# Metric-tensor weights for Γ-point localisation in cells of general shape

## Statement

A periodic cell has lattice vectors $\mathbf a_1,\mathbf a_2,\mathbf a_3$, metric tensor $g_{ij}=\mathbf a_i\cdot\mathbf a_j$ and reciprocal vectors with $\mathbf a_i\cdot\mathbf b_j=2\pi\delta_{ij}$. A reciprocal lattice vector $\mathbf G_I=\sum_i m_{Ii}\mathbf b_i$ is labelled by its Miller indices $(m_{I1}m_{I2}m_{I3})$, and each pair $\pm\mathbf G$ is listed once. For orbitals $w_n$ normalised in the cell, define

$$z_{I,n}=\langle w_n|e^{i\mathbf G_I\cdot\mathbf r}|w_n\rangle .\tag{1}$$

**A. Weights.** For $I=1,\dots,6$ equal to (100), (010), (001), (110), (101), (011), the condition

$$\sum_I w_I\,G_{I\alpha}G_{I\beta}=\delta_{\alpha\beta}\tag{2}$$

in Cartesian components $\alpha,\beta$ has exactly one solution,

$$(2\pi)^2(w_1,\dots,w_6)=(g_{11}-g_{12}-g_{13},\;g_{22}-g_{12}-g_{23},\;g_{33}-g_{13}-g_{23},\;g_{12},\;g_{13},\;g_{23}).\tag{3}$$

**B. Spread.** For any set that obeys (2),

$$\Omega=\sum_n\sum_I w_I\left(1-|z_{I,n}|^2\right)\tag{4}$$

equals $\sum_n(\langle r^2\rangle_n-\langle\mathbf r\rangle_n^2)$ up to terms of order $\ell^4/L^2$ per orbital, where $\ell$ is the size of the orbital and $L$ that of the cell.

**C. Signs.** B holds for weights of either sign, provided that the orbitals are localised. As a quantity to be minimised, (4) is safe when all $w_I\ge0$ and the vectors of positive weight generate the whole reciprocal lattice. The weights (3) are non-negative only if all $g_{ij}\ge0$ and $g_{ii}\ge\sum_{j\ne i}g_{ij}$. Every lattice has another set of at most six vectors that is safe. For a rhombohedral cell of angle below $60^\circ$, as in corundum, (3) gives three negative weights, and (100), (010), (001), (111) is a safe set.

The weights have the dimension of an area and are given in Å$^2$. Part of the literature calls the right side of (3) itself the weight and puts $1/(2\pi)^2$ in front of (4). The construction extends the functional of Marzari and Vanderbilt (1997) and is associated with Silvestrelli (1999) and Berghold and co-workers (2000).

## Premises

1. The Brillouin zone of the cell is sampled at $\mathbf k=0$ only, so all orbitals have the period of the cell.
2. $J$ orthonormal orbitals $\psi_m$ span a group of bands separated from all others by gaps, and $w_n=\sum_m\psi_mU_{mn}$ with $U$ unitary. One spin channel is counted.
3. Moments of $p_n(\mathbf r)=|w_n(\mathbf r)|^2$ are taken over one cell-sized domain $C$ placed around the orbital: $\langle f\rangle=\int_Cp_nf\,d^3r$ and $\bar{\mathbf r}=\langle\mathbf r\rangle$. They do not depend appreciably on the placing of $C$ when $p_n$ is negligible on its boundary.

Multiplication by $\mathbf r$ does not map periodic functions to periodic functions. Multiplication by $e^{i\mathbf G\cdot\mathbf r}$ does, because $\mathbf G\cdot\mathbf a_i\in2\pi\mathbb Z$. The integrand of (1) is periodic, so $z_{I,n}$ is independent of $C$. This is the reason for building the spread from (1).

## Proof of B: from phases to the spread

**Step 1, an exact identity.** Drop the index $n$. Since $p$ is real,

$$|z_I|^2=\int_C\!\!\int_C p(\mathbf r)p(\mathbf r')\,e^{i\mathbf G_I\cdot(\mathbf r-\mathbf r')}\,d^3r\,d^3r' .$$

Exchange of $\mathbf r$ and $\mathbf r'$ changes the sign of the sine part, which therefore integrates to zero. With $u=\mathbf G_I\cdot(\mathbf r-\bar{\mathbf r})$, $u'$ likewise, and double brackets for the double average,

$$1-|z_I|^2=\langle\langle1-\cos(u-u')\rangle\rangle .\tag{5}$$

**Step 2, two-sided bound.** For real $v$, $v^2/2-v^4/24\le1-\cos v\le v^2/2$. Let $\mu_k=\langle u^k\rangle$, so that $\mu_1=0$. The binomial expansion gives $\langle\langle(u-u')^2\rangle\rangle=2\mu_2$ and $\langle\langle(u-u')^4\rangle\rangle=2\mu_4-8\mu_3\mu_1+6\mu_2^2=2\mu_4+6\mu_2^2$. Hence

$$1-|z_I|^2=\mu_{2,I}-\epsilon_I,\qquad 0\le\epsilon_I\le\frac{\mu_{4,I}+3\mu_{2,I}^2}{12},\tag{6}$$

and the upper limit is also the leading term of $\epsilon_I$ in powers of $G$.

**Step 3, the weighted sum.** With the covariance $\sigma_{\alpha\beta}=\langle(r_\alpha-\bar r_\alpha)(r_\beta-\bar r_\beta)\rangle$ one has $\mu_{2,I}=\sum_{\alpha\beta}G_{I\alpha}G_{I\beta}\sigma_{\alpha\beta}$, so

$$\sum_Iw_I\mu_{2,I}=\sum_{\alpha\beta}\Big(\sum_Iw_IG_{I\alpha}G_{I\beta}\Big)\sigma_{\alpha\beta}.$$

This equals $\operatorname{tr}\sigma=\langle r^2\rangle-\bar{\mathbf r}^2$ for every covariance if and only if (2) holds, because covariance matrices span the symmetric $3\times3$ matrices. Therefore

$$\sum_Iw_I(1-|z_I|^2)=\operatorname{tr}\sigma-\sum_Iw_I\epsilon_I .\tag{7}$$

**Step 4, size of the remainder.** When a cell of fixed shape is scaled to size $L$, $w_I\propto L^2$ and $\mu_4,\mu_2^2\propto(\ell/L)^4$, so the remainder scales as $\ell^4/L^2$. In general its modulus is at most $\sum_I|w_I|(\mu_{4,I}+3\mu_{2,I}^2)/12$. If all weights are non-negative, (4) can only underestimate the spread. This proves B.

## Proof of A: the weights

**Step 5, change to lattice components.** A tensor identity holds if and only if it holds after contraction with all pairs of vectors of a basis. Contract (2) with $a_{i\alpha}a_{j\beta}$. On the left $\mathbf a_i\cdot\mathbf G_I=2\pi m_{Ii}$, and on the right stands $\mathbf a_i\cdot\mathbf a_j$. Thus (2) is equivalent to

$$(2\pi)^2\sum_Iw_I\,m_{Ii}m_{Ij}=g_{ij}.\tag{8}$$

The orientation of the cell has dropped out. Equation (8) writes the metric as a weighted sum of integer dyads, and is six linear equations.

**Step 6, solution.** Put $\omega_I=(2\pi)^2w_I$. An off-diagonal element $ij$ receives a contribution only from a vector with $m_i\ne0$ and $m_j\ne0$, and the set has one such vector for each pair:

$$g_{12}=\omega_4,\qquad g_{13}=\omega_5,\qquad g_{23}=\omega_6 .$$

A diagonal element $ii$ collects all vectors with $m_i=1$:

$$g_{11}=\omega_1+\omega_4+\omega_5,\qquad g_{22}=\omega_2+\omega_4+\omega_6,\qquad g_{33}=\omega_3+\omega_5+\omega_6 .$$

The system is triangular with unit diagonal, so its solution exists, is unique, and is (3). The trace of (2), $\sum_Iw_I|\mathbf G_I|^2=3$ with $|\mathbf G_I|^2=(2\pi)^2\,m_I^{T}g^{-1}m_I$, is a convenient test. For an orthorhombic cell of edges $L_i$ only $w_i=(L_i/2\pi)^2$, $i=1,2,3$, survive.

## Centres and gauge dependence

**Centres.** From (1), $z_I=e^{i\mathbf G_I\cdot\bar{\mathbf r}}\langle e^{iu}\rangle$ with $\langle e^{iu}\rangle=1-\mu_2/2-i\mu_3/6+\dots$, so $\arg z_I=\mathbf G_I\cdot\bar{\mathbf r}-\mu_3/6+\dots$. Writing $\bar{\mathbf r}=\sum_is_i\mathbf a_i$ gives $\mathbf b_i\cdot\bar{\mathbf r}=2\pi s_i$, so $s_i=\arg z_i/2\pi$ modulo 1 from the three vectors (100), (010), (001). No weights enter, and the correction to $\bar{\mathbf r}$ is of order $\ell^3/L^2$.

**Gauge.** Let $Z^I_{mn}=\langle w_m|e^{i\mathbf G_I\cdot\mathbf r}|w_n\rangle$. Adding and subtracting the off-diagonal elements in (4),

$$\Omega=\sum_Iw_I\Big(J-\sum_{mn}|Z^I_{mn}|^2\Big)+\sum_Iw_I\sum_{m\ne n}|Z^I_{mn}|^2 .\tag{9}$$

The first term contains only $\operatorname{tr}Z^{I\dagger}Z^I$, which is unchanged under $Z\to U^\dagger ZU$. Minimisation acts on the second term alone. For positive weights it is an approximate joint diagonalisation of the matrices $Z^I$. A negative weight rewards large off-diagonal elements of its matrix.

## Proof of C: signs of the weights

**Step 7, why the two conditions suffice.** If all $w_I\ge0$, each term of (4) is non-negative by (5). An orbital contributes zero only if $\mathbf G_I\cdot(\mathbf r-\mathbf r')\in2\pi\mathbb Z$ for all points $\mathbf r,\mathbf r'$ that carry density and all $I$ with $w_I>0$. If these vectors generate the reciprocal lattice, the same holds for $\mathbf b_1,\mathbf b_2,\mathbf b_3$, so $\mathbf r-\mathbf r'$ is a lattice vector of the cell. The lower limit zero then belongs to a point-like orbital and to nothing else.

**Step 8, how the set (3) can fail.** Take a supercell $\mathbf A_i=N\mathbf a_i$ of a primitive cell with $N$ even, and refer Miller indices and weights to the supercell. The vector $\mathbf d=(\mathbf A_1+\mathbf A_2+\mathbf A_3)/2$ is a primitive lattice vector, so with $w(\mathbf r)$ the translate $w'(\mathbf r)=w(\mathbf r-\mathbf d)$ belongs to a translation-symmetric set of Wannier functions. Its phases are $z'_I=\eta_Iz_I$ with $\eta_I=e^{i\mathbf G_I\cdot\mathbf d}=(-1)^{m_1+m_2+m_3}$. Rotate the pair to $w\cos\theta+w'\sin\theta$ and $-w\sin\theta+w'\cos\theta$, and neglect $\langle w|e^{i\mathbf G\cdot\mathbf r}|w'\rangle$, since the two functions lie far apart. The first orbital then has $z_I(\cos^2\theta+\eta_I\sin^2\theta)$, which is $z_I$ for even and $z_I\cos2\theta$ for odd index sum. The second has the same modulus. The pair changes (4) by

$$\Delta\Omega=2\sin^22\theta\sum_{I\ \mathrm{odd}}w_I|z_I|^2 .\tag{10}$$

In the set of A the odd vectors are (100), (010), (001). If $w_1,w_2,w_3<0$, then $\Delta\Omega<0$ for arbitrarily small $\theta$. The localised solution is then not a minimum, and (4) prefers orbitals split into two distant halves. If $w_1=w_2=w_3=0$ the direction is flat. This happens for a face-centred cubic cell on primitive axes, where $g_{11}=2g_{12}$. The remaining vectors (110), (101), (011) have determinant $-2$ and generate only half of the reciprocal lattice.

**Step 9, a safe set for any lattice.** Let $\mathbf a_0=-(\mathbf a_1+\mathbf a_2+\mathbf a_3)$ and use (100), (010), (001), $(1\bar10)$, $(10\bar1)$, $(01\bar1)$. The off-diagonal equations of (8) now read $g_{12}=-\omega_4$ and so on, and the diagonal ones give $\omega_1=g_{11}+g_{12}+g_{13}=-\mathbf a_0\cdot\mathbf a_1$. The six weights are

$$\omega=-\mathbf a_0\cdot\mathbf a_1,\;-\mathbf a_0\cdot\mathbf a_2,\;-\mathbf a_0\cdot\mathbf a_3,\;-\mathbf a_1\cdot\mathbf a_2,\;-\mathbf a_1\cdot\mathbf a_3,\;-\mathbf a_2\cdot\mathbf a_3 .\tag{11}$$

They are non-negative when no two of the four vectors make an acute angle. Such a quadruple is reached by Selling reduction. If, say, $\mathbf a_1\cdot\mathbf a_2>0$, replace $(\mathbf a_0,\mathbf a_1,\mathbf a_2,\mathbf a_3)$ by $(\mathbf a_0+\mathbf a_1,-\mathbf a_1,\mathbf a_2,\mathbf a_3+\mathbf a_1)$. The sum is still zero and the lattice is the same. The sum of squared lengths changes by $2a_1^2+2\mathbf a_1\cdot(\mathbf a_0+\mathbf a_3)=2a_1^2-2\mathbf a_1\cdot(\mathbf a_1+\mathbf a_2)=-2\mathbf a_1\cdot\mathbf a_2<0$. A lattice has finitely many vectors below a given length, so the process ends. By (2) the vectors of positive weight span space. Regard (100), (010), (001) as edges 01, 02, 03 and the other three as edges 12, 13, 23 between four nodes. A closed loop of edges is a linear dependence, so three independent vectors form a tree that joins all nodes. Each $\mathbf b_i$ is the signed sum along the path from node $i$ to node 0, so the vectors generate the reciprocal lattice.

**Step 10, rhombohedral cells.** Here $g_{ii}=a_r^2$ and $g_{i\ne j}=a_r^2\cos\alpha$. From (3), $\omega_{1,2,3}=a_r^2(1-2\cos\alpha)$ and $\omega_{4,5,6}=a_r^2\cos\alpha$, all non-negative only for $60^\circ\le\alpha\le90^\circ$. The dyad of (111) has all elements equal to one, and the dyads of (100), (010), (001) add to the unit matrix. Equation (8) is therefore also solved by four vectors,

$$\omega_{(100)}=\omega_{(010)}=\omega_{(001)}=g_{11}-g_{12},\qquad\omega_{(111)}=g_{12},\tag{12}$$

with positive weights for $0<\alpha<90^\circ$. The set contains $\mathbf b_1,\mathbf b_2,\mathbf b_3$ and is safe. For $\alpha>90^\circ$, (11) serves with $\omega=a_r^2(1+2\cos\alpha)$ and $-a_r^2\cos\alpha$.

## Range of validity

- Equation (3) is exact linear algebra for any cell. It refers to the chosen axes, and another choice of axes for the same lattice selects other vectors and weights.
- The reading of (4) as a spread needs $\mu_{2,I}\ll1$ for every vector used, that is an orbital small compared with the spacing $2\pi/|\mathbf G_I|$ of the lattice planes. The relative remainder is of order $\mu_2$. Short vectors are therefore to be preferred.
- Different sets that obey (2) agree at second order only. In a finite cell they give values and minimisers that differ at relative order $(\ell/L)^2$.
- The form $-\sum_Iw_I\ln|z_I|^2$ has the same limit. The cumulant expansion gives $-\ln|z|^2=\mu_2-(\mu_4-3\mu_2^2)/12+\dots$, so it is exact for a Gaussian density. With a negative weight it can fall without limit as the corresponding $z_I\to0$.
- The band group must be isolated. Without a gap the orbitals decay slowly, $\mu_4$ grows with the cell, and Step 4 loses its scaling.
- Γ-point sampling must also be adequate for the orbitals $\psi_m$ themselves, which is a separate condition.

## Illustration: rhombohedral corundum, Al$_2$O$_3$

**Cell.** The compiled hexagonal lattice constants are $a=4.7589$ Å and $c=12.991$ Å (Lallet 2009). The primitive vectors are $(a/2,-a/2\sqrt3,c/3)$, $(0,a/\sqrt3,c/3)$ and $(-a/2,-a/2\sqrt3,c/3)$, which give

$$g_{11}=\frac{a^2}{3}+\frac{c^2}{9}=26.301\ \text{Å}^2,\qquad g_{12}=\frac{c^2}{9}-\frac{a^2}{6}=14.977\ \text{Å}^2,$$

so $a_r=5.1284$ Å and $\alpha=55.29^\circ$. The cell holds two formula units, 10 atoms, and $J=24$ valence orbitals when Al $3s^23p^1$ and O $2s^22p^4$ are counted. Since $g_{11}-2g_{12}=2a^2/3-c^2/9$, the first three weights are negative for $c/a>\sqrt6=2.449$, and here $c/a=2.730$. The reciprocal lengths follow from $|\mathbf G|^2/(2\pi)^2=4/3a^2+1/c^2$, $4/3a^2+4/c^2$ and $9/c^2$ for the types (100), (110) and (111). All entries below are computed from $a$ and $c$ without intermediate rounding.

| type | number | $\lvert\mathbf G\rvert$ (Å$^{-1}$) | $w$, set (3) (Å$^2$) | $w$, set (12) (Å$^2$) |
|---|---|---|---|---|
| (100) | 3 | 1.599 | $-0.0925$ | 0.2868 |
| (110) | 3 | 1.806 | 0.3794 | not used |
| (111) | 1 | 1.451 | not used | 0.3794 |

The corresponding $\omega_{(100)}$ are $-3.654$ and $11.324$ Å$^2$. The shortest of these vectors, (111) along $c$, is absent from the set of A. For an $N\times N\times N$ supercell $w\to N^2w$ and $\mathbf G\to\mathbf G/N$.

**Model orbital.** Take an isotropic Gaussian density, repeated with the period of the supercell, of variance $s^2=0.25$ Å$^2$ per axis and spread $3s^2=0.75$ Å$^2$. This input is illustrative. It was chosen within the range of about 0.5 to 1 Å$^2$ that is typical of oxygen-centred valence Wannier functions in ionic oxides. The integral over one cell of the repeated density equals the integral of one Gaussian over all space, so $|z_I|^2=e^{-G_I^2s^2}$ and

$$\Omega_n(N)=N^2\sum_Iw_I\left[1-e^{-G_I^2s^2/N^2}\right],$$

with $w_I$ and $G_I$ of the primitive cell.

| $N$ | atoms | set (3) (Å$^2$) | shortfall (%) | set (12) (Å$^2$) | shortfall (%) |
|---|---|---|---|---|---|
| 1 | 10 | 0.503 | 32.9 | 0.562 | 25.1 |
| 2 | 80 | 0.675 | 10.0 | 0.696 | 7.2 |
| 3 | 270 | 0.715 | 4.6 | 0.725 | 3.3 |

For a Gaussian $\mu_4=3\mu_2^2$, and the leading remainder in (7) is $\tfrac12s^4\sum_Iw_IG_I^4/N^2$. It equals $0.321/N^2$ Å$^2$ for set (3) and $0.229/N^2$ Å$^2$ for set (12). For set (12) this is a strict bound by (6). At $N=2$ it is 0.057 Å$^2$, against an actual shortfall of 0.054 Å$^2$.

**Split orbital.** For $N=2$, $\mathbf d=\mathbf a_1+\mathbf a_2+\mathbf a_3$, whose nearest image under the supercell lattice, $\mathbf a_1+\mathbf a_2-\mathbf a_3$, has length $\sqrt{4a^2/3+c^2/9}=7.00$ Å. At $\theta=\pi/4$ all $z_I$ of odd index sum vanish. Set (3) then assigns $-0.271$ Å$^2$ to each split orbital, below the 0.675 Å$^2$ of the localised one and below zero. In set (12) all four vectors are odd, and the split orbital costs $4(3w_{(100)}+w_{(111)})=4.959$ Å$^2$, against 0.696 Å$^2$.

The weights belong to the lattice of corundum, whereas the spreads and shortfalls are the model's. The leading relative shortfall is proportional to the assumed spread, and for an isotropic density with $\kappa=\mu_4/\mu_2^2$ it carries the factor $(\kappa+3)/6$ relative to the Gaussian. Wannier functions in an insulator have exponential tails. A hydrogenic $1s$ density has $\kappa=4.5$ and a factor 1.25, so at equal spread the Gaussian model understates the leading shortfall of such an orbital by a factor of about that size.